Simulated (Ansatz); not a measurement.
## LaMg3: the change of energy above lowest point with volume scale

All results are calculated (Ansatz 0.2.0). Free energy against uniform scaling of the volume at fixed shape and fractions; periodic cell, basis, potentials, k mesh and filling as listed.

The cell before it is scaled or strained (space group Pm-3m, No. 221):
```
CELL_PARAMETERS angstrom
4.82630 0.00000 0.00000
0.00000 4.82630 0.00000
0.00000 0.00000 4.82630
ATOMIC_POSITIONS crystal
La 0.00000 0.00000 0.00000
Mg 0.50000 0.50000 0.00000
Mg 0.50000 0.00000 0.50000
Mg 0.00000 0.50000 0.50000
```

Settings of every row: functional PBEsol; dispersion none; potentials PAW; wave cutoff 500 eV; density cutoff 2000 eV; k mesh 5x5x5; k shift 0x0x0; occupations cold; smearing width 0.1 eV; spin none; SCF threshold exponent -10.

Limits: coarse k mesh, up to 40 meV an atom off; the cell comes from a prototype or a list of computed structures and needn't be the stable phase.

| row | volume scale | V (Å³/atom) | energy above lowest point (meV/atom) |
| --- | --- | --- | --- |
| 1 | 0.9 | 25.294 | 16.8 |
| 2 | 0.925 | 25.997 | ? |
| 3 | 0.95 | 26.7 | 0.9 |
| 4 | 0.975 | 27.402 | 0 |
| 5 | 1 | 28.105 | 3.1 |
| 6 | 1.025 | 28.808 | 9.6 |
| 7 | 1.05 | 29.51 | 19.3 |
| 8 | 1.075 | 30.213 | 31.6 |
| 9 | 1.1 | 30.915 | 46.4 |

Question: what energy above lowest point should row 2 give?

Worked fit of energy above lowest point. Take u = (V_r/V)^(2/3) − 1 with V_r = 28.456 Å³ an atom, which is twice the finite (Eulerian) strain; such expansions in the strain, on which the Birch-Murnaghan equation of state is built, carry the rest volume and the bulk modulus. The shown rows have u = 0.08169, 0.04338, 0.02548, 0.00831, -0.00816, -0.02396, -0.03916, -0.05376. Least squares give energy above lowest point = 5.95 − 400.5 × u + 6531 × u² meV/atom; a straight line predicts inner rows, each left out in turn, worse (root mean square 9.9 against 0.045 meV/atom). The rows lie off it by 0.0, 0.0, 0.0, 0.0, -0.1, 0.0, 0.0, 0.0. Its lowest point lies at u = 0.0307, or V = 27.2 Å³ an atom, and the curvature there gives the bulk modulus at fixed shape and fractions, B = (4/9)(1 + u)² E″(u)/V = 36.3 GPa. The withheld row has u = 0.0621, so the fit gives 5.95 − 400.5 × (0.0621) + 6531 × (0.0621)² = 6.3 meV/atom.

The calculation gave 6.3 meV/atom. The fit meets it to the printed digit.
